**Student:** Strontium on a sodium site in NaCl, $\mathrm{Sr_{Na}^{\bullet}}$, is compensated by one cation vacancy $V_{\mathrm{Na}}'$. On cooling the two bind with an enthalpy $H>0$, the cost of separating the pair. My notes say the free vacancies then vanish as $e^{-H/2k_BT}$, but as $e^{-H/k_BT}$ in an oxide with a trivalent acceptor. It is one reaction, so one of the slopes must be wrong.

**Lecturer:** Both hold. The mass-action law is the same and the bookkeeping differs. Count per cation site: $A$ dopants, $p$ pairs, $m$ free dopants, $v$ free vacancies, all dilute. A dopant is either bare, with weight 1, or holds one vacancy on one of $z$ neighbouring sites, with weight $z\,v\,e^{H/k_BT}$. So

$$p=K\,m\,v,\qquad K=z\,e^{H/k_BT},$$

with $z=12$ on the fcc cation lattice and the vibrational entropy set to zero for now. Neutrality fixes the total number of vacancies at $rA$, so $m=A-p$ and $v=rA-p$. For Sr in NaCl $r=1$. A divalent acceptor $M''$ with $V_{\mathrm O}^{\bullet\bullet}$ in a dioxide also has $r=1$, with the signs reversed. A trivalent acceptor $M'$ needs half a vacancy, $r=1/2$.

**Student:** Which quantities matter?

**Lecturer:** The dimensional ones are $H$, $k_BT$, the site density $N$ and the coupling $e^2/4\pi\varepsilon_0\varepsilon$. They form $H/k_BT$ and $l_BN^{1/3}$, with the Bjerrum length $l_B=e^2/(4\pi\varepsilon_0\varepsilon k_BT)$, beside the pure numbers $A$, $z$, $r$. The ideal model ignores $l_B$, and $A$, $z$, $H/k_BT$ enter only as $\kappa=KA$. With $y=v/A$ and $\delta=1-r$,

$$\kappa y^2+(1+\kappa\delta)\,y-r=0,\qquad y=\frac{2r}{1+\kappa\delta+D},\qquad D=\sqrt{(1+\kappa\delta)^2+4\kappa r}.$$

Define $E_{\rm eff}=-d\ln v/d(1/k_BT)=\eta H$. Since $d\ln\kappa/d(1/k_BT)=H$, $\eta=-d\ln y/d\ln\kappa$. Differentiating the quadratic and using $D=1+\kappa\delta+2\kappa y$,

$$\eta=\frac{\kappa(y+\delta)}{D}=\frac12+\frac{\kappa\delta-1}{2D}.$$

Because $v=A\,y(KA)$, the dopant exponent at fixed $r$ is $n=d\ln v/d\ln A=1-\eta$.

**Student:** Hot or dilute first.

**Lecturer:** For $\kappa\ll1$, iterate $y=r-\kappa y(\delta+y)$ to get $y=r[1-\kappa+(1+r)\kappa^2-\dots]$. Then $\eta\approx\kappa$ and $v\approx rA$. The value of $r$ enters the bracket only at second order. It decides everything at $\kappa\gg1$. For $r=1$ each broken pair frees one vacancy and one dopant, so $m=v$, $Kv^2=A-v$, and

$$v=\sqrt{A/z}\;e^{-H/2k_BT}\Big[1-\frac{1}{2\sqrt\kappa}+\frac1{8\kappa}-\dots\Big],\qquad \eta=\frac12\Big(1-\frac{1}{\sqrt{1+4\kappa}}\Big).$$

The half arises because both partners are scarce and share the Boltzmann factor. For $r<1$ the vacancies run out first, $p\to rA$ and $m\to\delta A$. Only $v$ is scarce and it carries the whole factor:

$$v=\frac{r}{\delta}\,\frac{1}{K}\Big[1-\frac{1}{\kappa\delta^2}+\dots\Big],\qquad \eta\approx1-\frac1{\kappa\delta^2}.$$

At $r=1/2$ half the dopant sits in charged pairs and half is free, so $v=K^{-1}(1-4/\kappa)\propto e^{-H/k_BT}$, independent of $A$, with $n\approx4/\kappa$. A donor level behaves in the same way: the freeze-out slope is half the ionization energy without compensation and all of it with compensation.

**Student:** Then a trivalent cation in NaCl shows the full $H$.

**Lecturer:** No. It brings two vacancies, $r=2$ and $\delta=-1$. The first pairing step leaves $y\to1+1/\kappa$ and $\eta\to0$, until the second vacancy binds to the still charged pair. Valence matters only through which partner is left over.

**Student:** What bothers me more is that $\eta$ jumps from $1/2$ at $\delta=0$ to 1 at any $\delta>0$.

**Lecturer:** The limits $\delta\to0$ and $\kappa\to\infty$ do not commute, and the correction $1/\kappa\delta^2$ announces it. Put $y=\delta u$, $s=\kappa\delta^2$ and let $\delta\to0$ at fixed $s$:

$$s\,u(u+1)=1,\qquad \eta=\frac12+\frac{1}{2\sqrt{1+4/s}}.$$

A small positive $\delta$ thus gives three regimes: $\eta\approx0$ for $\kappa\ll1$, a plateau at $1/2$ for $1\ll\kappa\ll\delta^{-2}$, and $\eta\approx1$ beyond. The upper step is half climbed, $\eta=3/4$, at $s=4/3$, where $v=\delta A/2$. The lower step of the $r=1$ curve is half climbed at $\kappa=3/4$, and half the dopant is paired at $\kappa=2$. For $r=1/2$ the plateau has no room, and $\eta$ passes $1/2$ at $\kappa=2$.

**Student:** Can NaCl have a small $\delta$?

**Lecturer:** Yes, through a trace $B$ of a divalent anion on chlorine sites, effective charge $-1$. It cancels vacancies, the total becomes $A-B$, and $\delta=B/A$. This assumes both impurities are frozen at random sites and only the vacancy moves. If the anion paired off with Sr instead, you would be back at $r=1$ with $A-B$. In the strong limit $v=(A-B)/(BK)$, which grows with $A$ at fixed $B$, so independence of $A$ needs fixed $r$.

**Student:** Numbers, then. Where does $H$ come from?

**Lecturer:** From a continuum estimate. The compiled lattice constant is $a=0.564$ nm at 300 K (Wikipedia), so $N=4/a^3=2.23\times10^{28}$ m$^{-3}$ and the pair distance is $a/\sqrt2=0.399$ nm. With the compiled static dielectric constant 5.895 (Andeen 1970), $H=e^2/(4\pi\varepsilon_0\varepsilon\,a/\sqrt2)=0.61$ eV $=9.8\times10^{-20}$ J, and $H/k_B=7.08\times10^3$ K. The compiled high-frequency constant 2.3 (Chen 2018) would give 1.6 eV, but the ions relax around a defect that sits for many vibrations, so the static one applies. A continuum at one neighbour distance is crude, so everything that follows is the model's number. Electrons play no part: the compiled gap of 8.97 eV (Miceli 2018) gives $e^{-E_g/2k_BT}=6\times10^{-29}$ at 800 K. Assume $A=10^{-4}$ and, for the fifth column, $B=10^{-6}$. The last column, $g$, measures screening.

| $T$ (K) | $\kappa$ | $y$ ($r=1$) | $\eta$ ($r=1$) | $\eta$ ($\delta=0.01$) | $g$ |
|---|---|---|---|---|---|
| 300 | $2.1\times10^{7}$ | $2.2\times10^{-4}$ | 0.500 | 1.000 | 0.05 |
| 400 | $5.8\times10^{4}$ | $4.1\times10^{-3}$ | 0.499 | 0.885 | 0.14 |
| 500 | $1.7\times10^{3}$ | 0.024 | 0.494 | 0.595 | 0.25 |
| 600 | 160 | 0.076 | 0.480 | 0.512 | 0.34 |
| 800 | 8.4 | 0.29 | 0.415 | 0.422 | 0.43 |

A crossover at $\kappa^*$ lies at $T^*=H/[k_B\ln(zA/\kappa^*)^{-1}]$, which depends on $A$ only through a logarithm. Half pairing falls at 954 K, and $\eta=1/4$ at 1100 K, above the typical melting point of 1074 K. The step to the full slope, $s=4/3$, lies at 436 K, and a factor of two in $K$ moves it by 4 %. At 300 K one part per million of compensator lowers the ideal $v$ by a factor of 47.

**Student:** At 954 K the crystal makes its own vacancies.

**Lecturer:** It does. With a typical Schottky enthalpy of 2.4 eV and a typical entropy of $9k_B$, the intrinsic fraction is $e^{4.5}e^{-1.2\,\mathrm{eV}/k_BT}$. That is $2.5\times10^{-6}$ at 800 K against $v=2.9\times10^{-5}$. The anion vacancies number the square of the intrinsic fraction divided by $v$, which is 0.7 % of $v$, so the table stands. At 954 K the intrinsic fraction is $4\times10^{-5}$ against $v=5\times10^{-5}$, and the extrinsic model has failed.

**Student:** You froze $\varepsilon$ at 300 K and set the entropy to zero. Is that harmless?

**Lecturer:** For the limiting exponents of $A$, yes. For the hot end, no. The screened Coulomb energy is a free energy. Take $G=0.61\,\mathrm{eV}\,[1-\lambda(T-300\,\mathrm K)]$ with a typical $\lambda=d\ln\varepsilon/dT\approx3\times10^{-4}$ K$^{-1}$. The enthalpy $G-T\,dG/dT$ is then 9 % higher, and dissociation gains an entropy of $2.1k_B$. At 800 K this divides $\kappa$ by 3.8 and lifts $y$ from 0.29 to 0.48, and half pairing moves from 954 K to 809 K. More distant pairs act the other way but weakly: in the continuum the second and third cation shells, with 6 and 24 sites, add 4 % and 5 % to $K$ at 800 K.

**Student:** So at 400 K the law holds to the correction $1/2\sqrt\kappa$, which is 0.2 %.

**Lecturer:** That is the leading correction of the ideal model only, and the group $l_BN^{1/3}$ overrules it. A free defect of charge number $q$ is stabilised by its screening cloud. The Debye–Hückel limiting law gives the activity coefficient $\ln\gamma=-q^2g$, with $g=l_B/2\lambda_D$ and $\lambda_D^{-2}=4\pi l_B\sum_iq_i^2n_i$ over the charged species of density $n_i$. For $r=1$ the sum is $2vN$, and $p=K\gamma^2v^2$ gives $v=\sqrt{A/K}\,e^{g}$. Now $g\propto T^{-3/2}v^{1/2}\propto T^{-3/2}\kappa^{-1/4}$ at fixed $A$, so it dies more slowly on cooling than $\kappa^{-1/2}$. The table lists $g$ from the ideal $v$; a finite-size factor $1/(1+a/\sqrt2\lambda_D)$ would lower it by 9 % at 800 K and by less below. At 400 K, $l_B=7.1$ nm and $g=0.14$, so $v$ is 15 % higher. Differentiating $g\propto(k_BT)^{-3/2}e^{-H/4k_BT}$,

$$E_{\rm eff}\approx\frac H2-\frac{H}{4\sqrt\kappa}+g\Big(\frac H4-\frac32k_BT\Big).$$

At 400 K the second term is $-0.0006$ eV and the third $+0.014$ eV. At 600 K and above, screening alone raises $y$ by some tens of per cent, and the drift of $\varepsilon$ pushes the same way. Take both together: $G$ in place of $H$, $l_B$ scaled by the same bracket $1-\lambda(T-300\,\mathrm K)$, $\kappa$ divided by $e^{2g}$, and $g$ evaluated at the resulting $v$. The model then gives $y=0.19$ at 600 K and 0.65 at 800 K, so the ideal $y$ column is low there by more than a factor of two.

**Student:** But $g\to0$ on cooling, so the half-enthalpy law is asymptotically safe. The full-enthalpy law too?

**Lecturer:** Less so, because charges stay behind. In the compensated crystal at 300 K, a fraction $B$ of each sign gives $g=0.34$ if both screen, raising $v$ by up to $e^{2g}=2.0$. For $r=1/2$ the free $M'$ and the pairs of charge $+1$ each remain at $A/2$, so the sum is $AN$. Their coefficients cancel in the mass-action law and the doubly charged vacancy keeps $\gamma=e^{-4g}$, which gives $v=e^{4g}/K$ with $g\propto A^{1/2}T^{-3/2}$. Hence

$$n\approx\frac4\kappa+2g,\qquad E_{\rm eff}\approx H\Big(1-\frac4\kappa\Big)-6gk_BT.$$

Try yttrium in the gate oxide HfO$_2$ with these assumed, illustrative inputs: a fluorite-like lattice with eight oxygen neighbours and two anion sites per cation, so that $K=4e^{H/k_BT}$ when $v$ is counted per cation, $H=0.40$ eV, $\varepsilon=25$, $N=2.8\times10^{28}$ m$^{-3}$, $A=10^{-4}$, $T=400$ K. The model gives $\kappa=44$, $4/\kappa=0.09$ and $g=0.20$. Screening adds 0.41 to $n$ but takes only 0.04 eV from the slope. To first order, then, the full-enthalpy slope roughly survives while independence of $A$ does not. That needs $4/K\ll A$ and $2g\ll1$ together, a window that opens only for large $H/k_BT$ and very dilute dopant.

**Student:** The charged pair also attracts the spare $M'$.

**Lecturer:** If the dopants can reach each other, yes. A neutral trimer $M'V^{\bullet\bullet}M'$ has fraction $t=K_3m^2v$ with $K_3\propto e^{H_3/k_BT}$, where $H_3$ separates all three, and $t\to A/2$ on cooling. Neutrality reads $m=2v+p$ with $p=Kmv$, so $m(1-Kv)=2v$ and $Kv<1$. If pairs were negligible, $Kv\ll1$, then $m=2v$ and $v=(A/8K_3)^{1/3}\propto A^{1/3}e^{-H_3/3k_BT}$. Along that law $Kv\propto e^{(H-H_3/3)/k_BT}$ grows on cooling unless $H_3>3H$. The Coulomb picture, with two attractions $H$ less a repulsion of at least $H/4$ between the dopants, gives $H_3=1.75H$ at most. The trimer therefore breaks mainly into $M'$ and a charged pair, $Kv\to1$, and $m\approx p\approx(AK/2K_3)^{1/2}\propto A^{1/2}e^{-(H_3-H)/2k_BT}$, while $v\to1/K\propto e^{-H/k_BT}$ as before, independent of $A$. The rule is that the enthalpy of the dominant dissociation step is divided by the number of scarce fragments it makes: two for the neutral pair, one for the charged pair, and two, sharing $H_3-H$, for the trimer. In NaCl the like danger is that Sr–vacancy dipoles cluster or SrCl$_2$ precipitates on slow cooling, which lowers $A$ in solution and brings another enthalpy into the slope.

**Student:** And in a conductivity plot?

**Lecturer:** Neutral pairs carry no steady current, so $\sigma T\propto v\,e^{-H_m/k_BT}$ and the Arrhenius energy is $H_m+\eta H$. With a typical cation-vacancy migration enthalpy of 0.7 eV, the model gives 0.7 eV dissociated, 1.0 eV on the plateau and 1.3 eV in the compensated tail. To extract $H$ you must know $\eta$, since the same excess slope means $H/2$ in one regime and $H$ in another. On the plateau $n=1/2$, so quadrupling the strontium doubles $v$, up to the screening factor $e^{g}$.